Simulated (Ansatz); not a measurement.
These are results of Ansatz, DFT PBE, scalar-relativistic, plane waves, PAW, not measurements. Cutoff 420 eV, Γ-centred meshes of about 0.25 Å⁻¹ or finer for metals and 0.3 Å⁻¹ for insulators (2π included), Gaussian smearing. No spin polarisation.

Temperature and zero-point effects are left out.

Two relaxed structures of SiF5:

1. Space group P-3m1 (No. 164), trigonal, a = 8.226 Å, c = 5.024 Å. Around Si lie 4 F at 1.58 Å; around F on a site of symmetry m lies 1 Si at 1.58 Å; F on a site of symmetry 3m is surrounded by 1 Si at 1.58 Å; F on a second site of symmetry 3m has 1 F at 1.41 Å.

2. Space group P6_3/mmc (No. 194), hexagonal, a = 6.024 Å, c = 7.357 Å. Si has 5 F at 1.62–1.69 Å; around F on a site of symmetry mm2 lies 1 Si at 1.62 Å; F on a site of symmetry 3m is surrounded by 1 Si at 1.69 Å.

Question: Which form is favoured at zero pressure, and by what margin per atom?

Answer: Cell 1 is lower, by 196 meV/atom. Cell 1 has space group P-3m1 (No. 164), 24.5 Å³/atom and a gap of 3.43 eV on its mesh; cell 2 has space group P6_3/mmc (No. 194), 19.3 Å³/atom and no gap. Counting F atoms around Si (those within 1.25 times the shortest such distance or 1.15 times the sum of covalent radii), cell 1 has Si 4 and cell 2 has Si 5. Cell 1 holds F–F pairs (shortest 1.41 Å); in cell 2 the shortest F–F distance is 2.34 Å. Both come from trial cells of a structure search.

Weakly bound directions are ill-defined at this level, which has no dispersion term (P-3m1, P6_3/mmc), and this can change margins and order among such cells. Kohn–Sham gaps at this level usually fall short of measured ones. A magnetic state wasn't ruled out in cells without spin, among them P6_3/mmc. With atoms moved at random, cell 1 (by 8 meV/atom) fell into a lower structure. Cell 2 had no clear such test and can be a saddle point.

The favoured cell is SiF5 in composition only: its distances describe SiF4 molecules packed with F2, so the formula is better read as 2SiF4·F2. Silicon has four valence electrons and reaches its highest oxidation state, +4, with four fluorides; the remaining fluorine can complete its shell only by pairing with itself. The hexagonal cell instead forces every fluorine onto silicon. Five-coordination is not itself the problem, since the closed-shell anion SiF5⁻ is a known trigonal bipyramid, also with longer axial than equatorial bonds. The neutral unit is one electron short of that anion, which leaves a hole in mainly F 2p lone-pair states and accounts for the missing gap. In the molecular cell, the gap of 3.43 eV probably lies between the π* and σ* levels of F2, as SiF4 alone is a much wider-gap insulator. The denser packing of the hexagonal cell would work in its favour under compression, but the result gives no support for a true silicon pentafluoride at zero pressure, nor does it show that the mixed crystal is stable against separation into solid SiF4 and F2.
